\section*{Two-fluid thermodynamics with Bhatt--Lee singlet pairs: limits and scaling}

\subsection*{Statement}

Near the critical donor density $n_c$, a doped semiconductor is modelled as two independent fluids: itinerant electrons forming a Fermi liquid, and localized spins $1/2$ bound into antiferromagnetic pairs, $H=J\,\mathbf S_1\cdot\mathbf S_2$ with $J>0$. The pairing is that of the strong-disorder scheme of Bhatt and Lee (1982), in which the most strongly coupled spins are removed two by two as singlets. The number of pairs per volume with renormalized coupling in $dJ$ is taken as
\begin{equation}
P(J)\,dJ=A\,J^{-\alpha}\,dJ,\qquad 0<J<J_0\equiv k_BT_J,\qquad 0<\alpha<1 .
\end{equation}
Conventions: $\gamma=C/T$ is the electronic heat capacity over temperature, and $\chi$ is the volume spin susceptibility in Gaussian units (emu/cm$^3$; the SI value is $4\pi$ times larger). Both fluids have the same $g$. The reference values $\gamma_0=\pi^2nk_B/2T_F$ and $\chi_0=(g\mu_B/2)^2\,3n/2k_BT_F$ belong to $n$ free electrons with the band density-of-states mass $m_0$. The Fermi--Dirac integral is $\mathcal F_j(\eta)=\Gamma(j+1)^{-1}\int_0^\infty x^j\,dx/(e^{x-\eta}+1)$, with $\mathcal F_j'=\mathcal F_{j-1}$, which also defines it for $j\le-1$.

\emph{(i) Zero field, $T\ll T_J,T_F$.}
\begin{equation}
\frac{\gamma}{\gamma_0}=r_\gamma+\Big(\frac{T}{T_0}\Big)^{-\alpha},\qquad
\frac{\chi}{\chi_0}=r_\chi+\beta(\alpha)\Big(\frac{T}{T_0}\Big)^{-\alpha},
\label{eq:two}
\end{equation}
with $r_\gamma=m^*/m_0$ and $r_\chi=\chi^*/\chi_0$ the Fermi-liquid enhancements, the form used for Si:P by Paalanen, Graebner, Bhatt and Sachdev (1988), and
\begin{equation}
\beta(\alpha)=\frac{4\pi^2}{3}\frac{I_\chi}{I_C}
=\frac{8\pi^2}{9}\,\frac{\mathcal F_{-\alpha}(\ln3)}{(1-\alpha)(2-\alpha)\,\mathcal F_{1-\alpha}(\ln3)} .
\label{eq:beta}
\end{equation}
For $\alpha=0,\ 0.5,\ 0.6,\ 0.7$ one finds $\beta=3.136,\ 7.46,\ 9.72,\ 13.5$, and $\beta\to\pi^2/[3\ln2\,(1-\alpha)]$ as $\alpha\to1$.

\emph{(ii) Crossovers.} The pairs dominate $\gamma$ below $T_\gamma=T_0r_\gamma^{-1/\alpha}$ and $\chi$ below $T_\chi=T_0(\beta/r_\chi)^{1/\alpha}$. For $r_\chi=r_\gamma$ and $\alpha=0.6$, $T_\chi/T_\gamma=\beta^{1/\alpha}=44$.

\emph{(iii) Field.} With $h=g\mu_BB/k_BT$ the pair free energy density is
\begin{equation}
f_p=-A(k_BT)^{2-\alpha}\Phi(h),\qquad \Phi(h)=\Gamma(1-\alpha)\,\mathcal F_{1-\alpha}\big(\ln(1+2\cosh h)\big).
\label{eq:free}
\end{equation}
For $h\gg1$, $M\propto B^{1-\alpha}$, $\gamma_p\propto B^{-\alpha}$, and $\beta$ is replaced by 4 for every $\alpha$.

\emph{(iv) Cutoff.} Corrections for $T\ll T_J$ are exponentially small in $T_J/T$; for $T\gg T_J$ the pairs give a Curie--Weiss law and $C\propto T^{-2}$.

\subsection*{Dimensional analysis}

The amplitude $A$ has dimension (volume)$^{-1}$(energy)$^{\alpha-1}$, and $f_p$ is an energy per volume linear in $A$. The energies available are $k_BT$, $b=g\mu_BB$ and $J_0$, so $f_p=-A(k_BT)^{2-\alpha}\Phi(h,X;\alpha)$ with $X=T_J/T$. If the limit $X\to\infty$ exists, two temperature derivatives at $B=0$ give $\gamma_p\propto Ak_B^2(k_BT)^{-\alpha}$, and two field derivatives give $\chi_p\propto A(g\mu_B)^2(k_BT)^{-\alpha}$. The common exponent is therefore forced, and so is the fact that $\chi_pk_B^2/\gamma_p(g\mu_B)^2$ is a pure function of $\alpha$. Only the value of that function depends on the level scheme. The temperature $T_0$ is no new scale of the pairs: it restates $A$ in units of $\gamma_0$. The remaining groups are $T/T_F$ for the itinerant fluid and $T/\Theta_D$ for the lattice.

\subsection*{Proof of (i) and of the free energy}

Measured from the singlet, the triplet levels lie at $J-b$, $J$, $J+b$. With $x=J/k_BT$ the partition function of a pair is $1+ze^{-x}$, $z=1+2\cosh h$. At $B=0$ the mean energy is $3J/(3+e^x)$ and $\langle S_z^2\rangle=2/(3+e^x)$, so that per pair
\begin{equation}
c=k_B\frac{3x^2e^x}{(3+e^x)^2},\qquad \chi_1=\frac{(g\mu_B)^2}{k_BT}\,\frac{2}{3+e^x}.
\end{equation}
At $x=0$, $\chi_1$ is the Curie value of two free spins. Averaging with $dJ\,J^{-\alpha}=(k_BT)^{1-\alpha}x^{-\alpha}dx$ and $X\to\infty$ gives
\begin{equation}
\gamma_p=Ak_B^2(k_BT)^{-\alpha}I_C,\qquad \chi_p=A(g\mu_B)^2(k_BT)^{-\alpha}I_\chi,
\end{equation}
\begin{equation}
I_C=\int_0^\infty\frac{3x^{2-\alpha}e^x\,dx}{(3+e^x)^2},\qquad I_\chi=\int_0^\infty\frac{2x^{-\alpha}\,dx}{3+e^x}.
\end{equation}
$I_\chi$ and the total number of pairs converge at small $J$ only for $\alpha<1$, and the pair terms grow on cooling only for $\alpha>0$. Since $1/(3+e^x)=\tfrac13/(e^{x-\ln3}+1)$, and since one integration by parts turns $I_C$ into $3(2-\alpha)\int x^{1-\alpha}dx/(3+e^x)$,
\begin{equation}
I_\chi=\tfrac23\Gamma(1-\alpha)\mathcal F_{-\alpha}(\ln3),\qquad I_C=\Gamma(3-\alpha)\mathcal F_{1-\alpha}(\ln3).
\end{equation}
Define $T_0$ by $\gamma_p(T_0)=\gamma_0$, that is $A=\gamma_0(k_BT_0)^\alpha/k_B^2I_C$. The reference gas has $\chi_0/\gamma_0=3(g\mu_B)^2/4\pi^2k_B^2$. Dividing $\chi_p/\gamma_p$ by this ratio, with $\Gamma(3-\alpha)=(2-\alpha)(1-\alpha)\Gamma(1-\alpha)$, gives Eq.~\eqref{eq:beta}, and adding the itinerant terms gives Eq.~\eqref{eq:two}. For $\alpha=0.6$: $\mathcal F_{-0.6}(\ln3)=1.0066$, $\mathcal F_{0.4}(\ln3)=1.6229$, $I_\chi=1.489$, $I_C=2.016$.

In a field, $\Phi=\int_0^\infty x^{-\alpha}\ln(1+ze^{-x})\,dx$. Integrating by parts, $\Phi=(1-\alpha)^{-1}\int x^{1-\alpha}dx/(e^{x-\ln z}+1)$, which is Eq.~\eqref{eq:free}. The pairs thus behave as spinless fermions with density of states $AJ^{-\alpha}$ at fixed fugacity $z$.

Eliminating $T$ from Eq.~\eqref{eq:two} gives $\chi/\chi_0-r_\chi=\beta(\gamma/\gamma_0-r_\gamma)$, a straight line whose slope does not involve $T_0$.

\subsection*{The exponent $\alpha$}

\emph{Small $\alpha$.} A flat distribution gives constant $\gamma_p$ and $\chi_p$, like a metal, but with $\mathcal F_0(\ln3)=\ln4$ and $\mathcal F_1(\ln3)=1.939$ the ratio is $\beta(0)=3.136$ instead of 1. Differentiating the integrals in $\alpha$ inserts $-\ln x$ and gives
\begin{equation}
(1-\alpha)\beta=3.136\,(1+0.308\,\alpha+\dots).
\end{equation}
In this regime $(T/T_0)^{-\alpha}\approx1-\alpha\ln(T/T_0)$, and the pair term can hardly be separated from the itinerant constant.

\emph{$\alpha\to1$.} Here $\mathcal F_{-1}(\ln3)=3/4$ and $\mathcal F_0(\ln3)=\ln4$, so
\begin{equation}
\beta=\frac{4.746}{1-\alpha}-2.83+O(1-\alpha),\qquad 4.746=\frac{\pi^2}{3\ln2}.
\end{equation}
The leading term follows from counting. If $N_s(T)\propto T^{1-\alpha}$ spins are free and the rest frozen, then $\chi=N_s(g\mu_B)^2/4k_BT$, $S=N_sk_B\ln2$ and $C=T\,dS/dT=(1-\alpha)S$, whence $\beta=(4\pi^2/3)/[4(1-\alpha)\ln2]$. The count is exact as $\alpha\to1$ because nearly all unfrozen pairs then have $J\ll k_BT$. At $\alpha=0.6$ it gives 11.9, the corrected form 9.03, and the small-$\alpha$ form 9.29, against the exact 9.72. Neither limit is quantitative there, and the step from 7.46 to 13.5 between $\alpha=0.5$ and $0.7$ shows that the uncertainty in $\alpha$ controls that in $\beta$.

The two integrals weigh different couplings. Pairs with $x<x_1\ll1$ supply the share $x_1^{1-\alpha}/[2(1-\alpha)I_\chi]$ of $\chi_p$ and $3x_1^{3-\alpha}/[16(3-\alpha)I_C]$ of $\gamma_p$. For $\alpha=0.6$ and $x_1=0.1$ the first is 0.33 and the second is below $2\times10^{-4}$. If the exponent of $P(J)$ drifts over the decades below $k_BT$, the slopes of $\ln\chi_p$ and $\ln\gamma_p$ differ, and Eq.~\eqref{eq:beta} with a local $\alpha$ is only approximate.

\subsection*{Temperature relative to $T_0$: proof of (ii)}

Let $y=(T/T_0)^{-\alpha}$. Setting $y=r_\gamma$ and $\beta y=r_\chi$ gives $T_\gamma$ and $T_\chi$. The Wilson ratio of the whole system is a weighted mean,
\begin{equation}
R_W=\frac{\chi/\chi_0}{\gamma/\gamma_0}=\frac{r_\gamma R^*+y\beta}{r_\gamma+y},\qquad R^*=\frac{r_\chi}{r_\gamma}.
\end{equation}
For $T\ll T_\gamma$, $R_W=\beta-(\beta-R^*)(T/T_\gamma)^{\alpha}+\dots$; for $T\gg T_\gamma$, $R_W=R^*+(\beta-R^*)(T_\gamma/T)^{\alpha}+\dots$; at $T_\gamma$ it lies midway. The approach to either limit is slow: a weight of 9 to 1 requires a factor $9^{1/\alpha}=39$ in temperature. The apparent exponent is $-d\ln\chi/d\ln T=\alpha/[1+(T/T_\chi)^\alpha]$, and the same with $T_\gamma$ for $\gamma$. In the window $T_\gamma<T<T_\chi$ the susceptibility looks like that of local moments while the heat capacity looks metallic, and fits of bare power laws return exponents below $\alpha$ that differ between the two quantities.

\subsection*{Temperature relative to $T_J$: proof of (iv)}

For $X\gg1$ the missing tails of the integrals, with $3+e^x\to e^x$, give
\begin{equation}
\frac{\delta\gamma_p}{\gamma_p}=-\frac{3X^{2-\alpha}e^{-X}}{I_C}\Big(1+\frac{2-\alpha}{X}\Big),\qquad
\frac{\delta\chi_p}{\chi_p}=-\frac{2X^{-\alpha}e^{-X}}{I_\chi}\Big(1-\frac{\alpha}{X}\Big).
\end{equation}
Exact evaluation at $\alpha=0.6$ gives losses of 0.12 in $\gamma_p$ and 0.003 in $\chi_p$ at $X=5$, and 0.002 in $\gamma_p$ at $X=10$. The heat capacity leaves the power law first.

For $X\ll1$ use $2/(3+e^x)=\tfrac12(1-x/4-\dots)$ and $c/k_B=\tfrac3{16}x^2(1+x/2+\dots)$, with the moments $\langle x^p\rangle=X^p(1-\alpha)/(p+1-\alpha)$ and the pair density $N_p=AJ_0^{1-\alpha}/(1-\alpha)$:
\begin{equation}
\chi_p\simeq\frac{2N_p(g\mu_B)^2}{4k_B(T+\theta)},\qquad\theta=\frac{(1-\alpha)T_J}{4(2-\alpha)},
\end{equation}
\begin{equation}
C_p\simeq\frac{3N_pk_B}{16}\,\frac{1-\alpha}{3-\alpha}X^2\Big[1+\frac{(3-\alpha)X}{2(4-\alpha)}\Big].
\end{equation}
For $\alpha=0.6$, $\theta=0.071\,T_J$. The leading low- and high-temperature forms meet at $T/T_J=[2(1-\alpha)I_\chi]^{-1/(1-\alpha)}=0.65$ for $\chi_p$ and at $T/T_J=[16(3-\alpha)I_C/3]^{-1/(3-\alpha)}=0.26$ for $\gamma_p$. The fraction of electrons held in the power-law pairs links the parameters:
\begin{equation}
\phi=\frac{2N_p}{n}=\frac{\pi^2}{(1-\alpha)I_C}\,\frac{T_0^{\alpha}\,T_J^{1-\alpha}}{T_F}\le1 .
\label{eq:frac}
\end{equation}
At fixed $T_J$ and $T_F$, $T_0\propto\phi^{1/\alpha}$: halving the number of moments lowers $T_0$ by a factor 3.2. Removing the fraction $\phi$ from the Fermi sea changes its density of states by $-\phi/3$ in relative terms, which $r_\gamma$ and $r_\chi$ absorb.

\subsection*{Magnetic field: proof of (iii)}

From Eq.~\eqref{eq:free}, $M=Ag\mu_B(k_BT)^{1-\alpha}\Phi'(h)$ and
\begin{equation}
\gamma_p=Ak_B^2(k_BT)^{-\alpha}\big[(1-\alpha)(2-\alpha)\Phi-2(1-\alpha)h\Phi'+h^2\Phi''\big].
\end{equation}

\emph{Weak field.} Here $\ln z=\ln3+h^2/3-h^4/36+\dots$, so $\Phi=\Phi(0)+I_\chi h^2/2+\Gamma(1-\alpha)[\mathcal F_{-1-\alpha}/18-\mathcal F_{-\alpha}/36]h^4$, all at $\ln3$. Then
\begin{equation}
\frac{M}{\chi_pB}=1-\Big[\frac16-\frac{\mathcal F_{-1-\alpha}}{3\mathcal F_{-\alpha}}\Big]h^2,\qquad
\frac{\gamma_p(B)}{\gamma_p(0)}=1+\frac{\alpha(\alpha+1)I_\chi}{2I_C}h^2 .
\end{equation}
At $\alpha=0.6$, $\mathcal F_{-1.6}(\ln3)=0.390$ and the coefficients are 0.0375 and 0.354. As $\alpha\to1$ the first tends to $1/12$, the free-spin value from $\tanh(h/2)$. A weak field raises the heat capacity, because weakly coupled pairs that carried entropy without exchanging heat acquire a Zeeman splitting.

\emph{Strong field}, $k_BT\ll b\ll J_0$. Now $\ln z=h+O(e^{-h})$, and the Sommerfeld expansion with $G(h)=h^{2-\alpha}/[(1-\alpha)(2-\alpha)]$ reads $\Phi=G+\frac{\pi^2}{6}G''+\frac{7\pi^4}{360}G''''$, where $G''=h^{-\alpha}$ and $G''''=\alpha(\alpha+1)h^{-\alpha-2}$. Term by term,
\begin{equation}
M=\frac{Ag\mu_Bb^{1-\alpha}}{1-\alpha}\Big[1-\frac{\pi^2\alpha(1-\alpha)}{6h^2}\Big],\qquad
\gamma_p=\frac{\pi^2}{3}Ak_B^2b^{-\alpha}\Big[1+\frac{7\pi^2\alpha(\alpha+1)}{10h^2}\Big],
\end{equation}
and $dM/dB\to A(g\mu_B)^2b^{-\alpha}$. All pairs with $J<b$ are polarized, and only those at the level crossing $J\approx b$ respond. The ratio of $dM/dB$ to $\gamma_p$ in units of $\chi_0/\gamma_0$ is $(4\pi^2/3)/(\pi^2/3)=4$. The correction to $\gamma_p$ is $6.6/h^2$ at $\alpha=0.6$. The Schottky tail of the polarized pairs, from $\delta\Phi=G'e^{-h}$, adds the relative amount $3h^3e^{-h}/[\pi^2(1-\alpha)]$ to leading order, 0.03 at $h=10$. The weak- and strong-field forms of $M$ meet at $h=[(1-\alpha)I_\chi]^{-1/\alpha}=2.37$. With $g=2$, $h=1.343\,B[\mathrm T]/T[\mathrm K]$, so this is 88 mT at 50 mK, and at 0.3 T and 50 mK ($h=8.06$) $M/B$ of the pairs has fallen to 0.48 of its zero-field value.

\subsection*{Numbers for Si:P}

Typical inputs are $n_c=3.5\times10^{18}$ cm$^{-3}$, six valleys with $m_0=0.32\,m_e$ each, $g=2$ and a lattice constant of 5.431 \AA, which gives a molar volume of 12.06 cm$^3$ per mole of Si. Then $k_F=(\pi^2n/2)^{1/3}$, and at $n_c$ the Fermi energy is 7.96 meV. The Coulomb energy $e^2n_c^{1/3}/\epsilon$, with the compiled static dielectric constant 11.7 (Ioffe Institute), is 18.7 meV. It exceeds $E_F$, so $r_\gamma$ and $r_\chi$ cannot be had from perturbation theory and are treated as parameters. The compiled Debye temperature of 645 K (R{\aa}sander 2015) gives $C_{\rm ph}=(12\pi^4/5)R(T/\Theta_D)^3=\kappa T^3$ with $\kappa=7.24$ $\mu$J/(mol K$^4$). The lattice term equals the pair term at $T_\times=(\gamma_0T_0^\alpha/\kappa)^{1/(2+\alpha)}$, and the total $C/T$ has its minimum at $(\alpha/2)^{1/(2+\alpha)}T_\times=0.63\,T_\times$.

The model inputs are illustrative: $\alpha=0.6$, $T_J=10$ K, $r_\gamma=r_\chi=1.3$ on the metallic side and 0 on the insulating side, and the values of $T_0$ listed. All entries below the row for $T_0$ are the model's.

\begin{center}
\begin{tabular}{lccc}
\hline
$n/n_c$ & 0.8 & 1.1 & 1.3\\
\hline
$T_F$ (K) & 79.6 & 98.4 & 110\\
$\gamma_0$ ($\mu$J/mol K$^2$) & 28.9 & 32.2 & 34.0\\
$\chi_0$ ($10^{-8}$ emu/cm$^3$) & 3.29 & 3.66 & 3.87\\
$T_0$ (K), input & 0.5 & 0.1 & 0.03\\
\hline
$\phi$, Eq.~\eqref{eq:frac} & 0.25 & 0.08 & 0.03\\
$T_\gamma$ (K) & -- & 0.065 & 0.019\\
$T_\chi$ (K) & -- & 2.9 & 0.86\\
$T_\times$ (K) & 1.5 & 1.0 & 0.81\\
$\gamma/\gamma_0$, 50 mK & 4.0 & 2.8 & 2.0\\
$\chi/\chi_0$, 50 mK & 39 & 16 & 8.5\\
$R_W$, 50 mK & 9.7 & 5.7 & 4.2\\
$\gamma/\gamma_0$, 1 K & 0.66 & 1.6 & 1.4\\
$\chi/\chi_0$, 1 K & 6.4 & 3.7 & 2.5\\
$C_{\rm ph}/\gamma_0T$, 1 K & 0.25 & 0.23 & 0.21\\
\hline
\end{tabular}
\end{center}

For $n<n_c$, $T_F$, $\gamma_0$ and $\chi_0$ are only units. On the metallic side a few per cent of the electrons multiply $\chi$ severalfold at 50 mK, because a free spin outweighs a degenerate electron by $2T_F/3T$, while the heat-capacity anomaly overtakes the itinerant term only below 0.1 K. At 1 K and $n/n_c=1.1$ the pair term, $y=0.25$, is matched by the phonon term, 0.23, which must be subtracted before Eq.~\eqref{eq:two} is applied. The lattice therefore ends the useful range of $\gamma$ before the cutoff does, which removes 12 per cent of $\gamma_p$ at 2 K. The strong-field law ends at $B=k_BT_J/g\mu_B=7.4$ T.

\subsection*{Neglected terms}

\emph{Degeneracy.} The relative correction $-\frac{\pi^2}{12}(T/T_F)^2$ to the itinerant $\chi$ is below $10^{-3}$ at 3 K.

\emph{Hyperfine coupling.} The typical isolated-donor constant of 117.5 MHz corresponds to $T_{\rm hf}=5.6$ mK. Let $a=T_{\rm hf}/T$. For an electron spin coupled to one $^{31}$P spin $1/2$, the Curie and Van Vleck terms sum to $[\tfrac12+(e^a-1)/2a]/(3+e^a)=\tfrac14(1-a^2/24+\dots)$ in units of $(g\mu_B)^2/k_BT$, so $\chi$ is barely changed. The Schottky tail $\frac3{16}k_Ba^2$ per spin, counted over the spins in pairs with $J<k_BT$, is roughly $3a^2/[8(1-\alpha)I_C]=0.47a^2$ of $C_p$: 0.006 at 50 mK and one tenth near 12 mK. A moment spread over several donors couples more weakly to each nucleus. The dipolar scale $(g\mu_B)^2n_c/k_B$ is 9 $\mu$K and plays no part.

\emph{Diffusion modes.} Interaction corrections in the disordered metal add to $\gamma$ a term of order $k_B/(6\pi^2L_T^3T)\propto T^{1/2}$ per mode, with $L_T=(\hbar D/k_BT)^{1/2}$. For an assumed $D=1$ cm$^2$/s at 1 K, $L_T=28$ nm and the term is $0.004\,\gamma_0$ at $n/n_c=1.1$. It scales as $D^{-3/2}$ and reaches $0.13\,\gamma_0$ for $D=0.1$ cm$^2$/s, where it rivals $y$. Close to $n_c$ the constancy of $r_\gamma$ and $r_\chi$ is thus not assured.

\emph{Coupling between the fluids.} Kondo screening and RKKY exchange are omitted. A power-law distribution of any single quenching energy gives the same exponents by the dimensional argument, but a different pure number in place of $\beta$, so the slope of $\chi/\chi_0$ against $\gamma/\gamma_0$ tests the pair picture more sharply than $\alpha$ does.

The values of $T_0$ were chosen to reproduce the typical behaviour of Si:P, a spin susceptibility enhanced by a factor of order ten at some tens of millikelvin just above $n_c$ and by more below it, so the table is no prediction of those magnitudes. The least reliable entry is $\gamma/\gamma_0=0.66$ at 1 K for $n/n_c=0.8$. As typical knowledge, samples slightly below $n_c$ retain a nearly linear electronic heat capacity of order $\gamma_0T$, which the choice $r_\gamma=0$ omits, so the model is low there, roughly by a factor of two, and its $R_W$ correspondingly high.